Moving the hydrogen atom across from H₂ to fluorine lowers the energy by about 1 eV, although each of the two bonds involved is worth about 5 or 6 eV. Bond constants of H₂ and hydrogen fluoride, together with one square root, reproduce this descent to within 0.1 eV of CCSD(T) at all five points. The square root is there because the moving atom has only one electron to share between two neighbours.

Hydrogen transfer in linear FH₂ (charge 0, spin multiplicity 2), computed with AFQMC afq 1 (own program) and Ansatz 0.2.0 in the cc-pVTZ basis. CCSD(T) and released AFQMC (CISD trial) build on the UHF determinant, with the fluorine 1s core frozen. Each level's energies are counted from its own value at a transfer coordinate of 0.745 Å.

| point transfer (Å) | number | HF, energy from the start of the scan (eV) | CCSD(T), energy from the start of the scan (eV) | released AFQMC, energy from the start of the scan (eV) | PBE0, energy from the start of the scan (eV) |
| --- | --- | --- | --- | --- | --- |
| 0.885 | 1 | 0.261 | -0.166 | -0.168 | -0.220 |
| 0.955 | 2 | 0.244 | -0.338 | -0.332 | -0.360 |
| 1.026 | 3 | 0.016 | -0.591 | -0.588 | -0.556 |
| 1.096 | 4 | -0.325 | -0.863 | -0.857 | -0.772 |
| 1.236 | 5 | -0.800 | -1.124 | -1.119 | -0.947 |

The point transfer is the distance between the two hydrogen atoms. The outer atoms are taken as fixed 2.14 Å apart, so the H–F distance is 2.14 Å minus the point transfer. Energies count from the start of the scan, at an H–H distance of 0.745 Å. CCSD(T) serves as the reference, and released AFQMC stays within 0.006 eV of it, so the choice between them hardly matters.

The middle hydrogen brings one electron, the outer hydrogen another, and fluorine offers a half-filled orbital pointing along the line of atoms. This is the state found at 0.885 Å, and it is assumed for the other points. The middle electron can pair fully with either neighbour, but not with both at once. When both bonds are equally strong, the pairing energy is therefore that of one bond and not of two.

This competition also gives the descent its shape. While fluorine's pairing with the middle atom is only about half as strong as that of the old bond, strengthening it brings almost no extra pairing energy. Once the new bond dominates, nearly all of its further growth counts. The descent should thus begin gently, steepen, and level off when H–F reaches its natural length. CCSD(T) does this: the energy falls by 0.17 eV over the first 0.14 Å, but by 0.27 eV over the 0.07 Å between 1.026 and 1.096 Å.

To turn the picture into numbers, give each bond a Morse curve with depth $D$, natural length $r_e$ and steepness $a$, and set $y=e^{-a(r-r_e)}$. The London–Eyring–Polanyi–Sato recipe, used here with orbital overlap neglected, adds a repulsive curve of half the depth for two electrons with parallel spins. Half the sum of the two curves is a part $Q$ that simply adds from bond to bond. Half their difference is a pairing part $J$:

$$Q=\tfrac{D}{4}(3y^2-2y),\qquad J=\tfrac{D}{4}(6y-y^2).$$

For three electrons on a line, leaving out the pairing of the distant outer atoms, the energy is

$$E=Q_1+Q_2-\sqrt{J_1^2+J_2^2-J_1J_2},$$

where 1 stands for H–H and 2 for H–F. If either bond is absent, the other regains its full Morse energy $Q-J$. Rough recalled constants suffice: 4.7 eV, 0.74 Å and 1.9 Å⁻¹ for H–H, and 6.1 eV, 0.92 Å and 2.2 Å⁻¹ for H–F. At the start of the scan they give $E=-4.427$ eV, which is subtracted from every later value.

Take the point at 1.026 Å, where H–F measures $2.14-1.026=1.114$ Å. The exponentials are

$$y_1=e^{-1.9(1.026-0.74)}=0.581,\qquad y_2=e^{-2.2(1.114-0.92)}=0.653.$$

They lead to $Q_1=-0.176$, $Q_2=-0.042$, $J_1=3.698$ and $J_2=5.322$ eV, so that

$$E=-0.176-0.042-\sqrt{3.698^2+5.322^2-3.698\times5.322}=-4.942\ \text{eV}.$$

Relative to the start this is $-4.942+4.427=-0.515$ eV. CCSD(T) gives −0.591 eV, so the estimate lies about 0.08 eV too high, the largest miss of the five.

At 1.236 Å the same steps give $-0.381+1.749-6.924=-5.556$ eV, or $-5.556+4.427=-1.129$ eV from the start. The CCSD(T) value is −1.124 eV. This close hit should not be trusted to its last digits, because a well depth of 6.2 eV instead of 6.1 eV for H–F would move the estimate by 0.08 eV. A fair statement of the accuracy is 0.1 eV.

The constants belong to the two separate molecules and were not adjusted to the scan, so both worked points test them. The form of the rule, however, was chosen with the table in view. Including the pairing of the outer atoms is formally more complete, yet it doubles the typical miss, from about 0.06 to 0.11 eV. The short form therefore owes some of its accuracy to errors that cancel.

Simply adding the two Morse energies shows what the square root achieves. At 1.026 Å the sum predicts a drop of 1.0 eV, far more than the 0.59 eV of CCSD(T). It also turns upwards before the last point, whereas CCSD(T) has its lowest energy of the table there. Two half-formed bonds are thus worth much less together than their separate curves suggest.

Hartree–Fock, the column headed HF, errs on the high side at every point. It first rises by 0.26 eV and lies between 0.3 and 0.6 eV above CCSD(T) throughout. That gap is the correlation energy gained since the start of the scan, and it is largest at 1.026 Å, in the middle of the transfer. The hand rule avoids most of this error, presumably because real bond depths already contain the correlation of each electron pair.

PBE0 has a milder fault that changes sign along the path. It lies 0.05 eV below CCSD(T) at the first point and 0.18 eV above it at the last. A likely cause is the known tendency of such functionals to make stretched, shared bonds too stable. The start of the scan already has some of that character, and if it is placed too low, the later drop comes out too small.

The same starting point limits what the rule can be used for. At an H–F distance of $2.14-0.745=1.395$ Å, fluorine already presses against H₂. The energies are therefore neither barriers seen from separated reactants nor the energy of the whole reaction, and the agreement found here need not carry over to those quantities. The rule was also tested only for atoms on a line. A bent arrangement with the same bond lengths would bring the outer atoms closer and make their neglected pairing matter more.

The output below lists the ingredients at every point, so that each estimate can be repeated with a pocket calculator.

Output of the analysis:

```
Ingredients of the rule (eV, distance in angstrom):
    row  H-F distance  y of HH  y of HF    Q of HH   Q of HF  J of HH  J of HF   root
  0.885         1.255   0.7592   0.4785     0.2476   -0.4119    4.675    4.029  4.388
  0.955         1.185   0.6646   0.5582  -0.004733    -0.277    4.167    4.633  4.418
  1.026         1.114   0.5808   0.6526    -0.1758  -0.04202    3.698    5.322  4.724
  1.096         1.044   0.5084   0.7612    -0.2836    0.3294    3.281    6.082  5.272
  1.236         0.904   0.3897    1.036    -0.3805     1.749    2.569    7.842  6.924
Estimates from the start of the scan and misses against CCSD(T) (eV):
    row     rule  rule miss  with outer pair  bonds added  HF depth 6.2  HF method miss  PBE0 miss
  0.885  -0.1258    0.04025         -0.04594      -0.6331       -0.1487           0.427     -0.054
  0.955  -0.2732    0.06478          -0.1906      -0.8452       -0.3123           0.582     -0.022
  1.026  -0.5154     0.0756          -0.4618       -1.002       -0.5709           0.607      0.035
  1.096     -0.8      0.063          -0.7921       -1.081       -0.8692           0.538      0.091
  1.236   -1.129  -0.004795           -1.209      -0.8058        -1.212           0.324      0.177
Start of scan, y of HH: 0.9905
Start of scan, y of HF: 0.3517
Start of scan, Q of HH (eV): 1.131
Start of scan, Q of HF (eV): -0.5068
Start of scan, J of HH (eV): 5.83
Start of scan, J of HF (eV): 3.029
Start of scan, energy in the rule (eV): -4.427
Rule, rms miss (eV): 0.05572
Rule, largest miss (eV): 0.0756
With outer pair, rms miss (eV): 0.1141
Bonds added, rms miss (eV): 0.3983
PBE0, rms miss (eV): 0.09406
Largest change when HF depth is raised by 0.1 eV (eV): 0.0835
Largest gap of released AFQMC and CCSD(T) (eV): 0.006
```
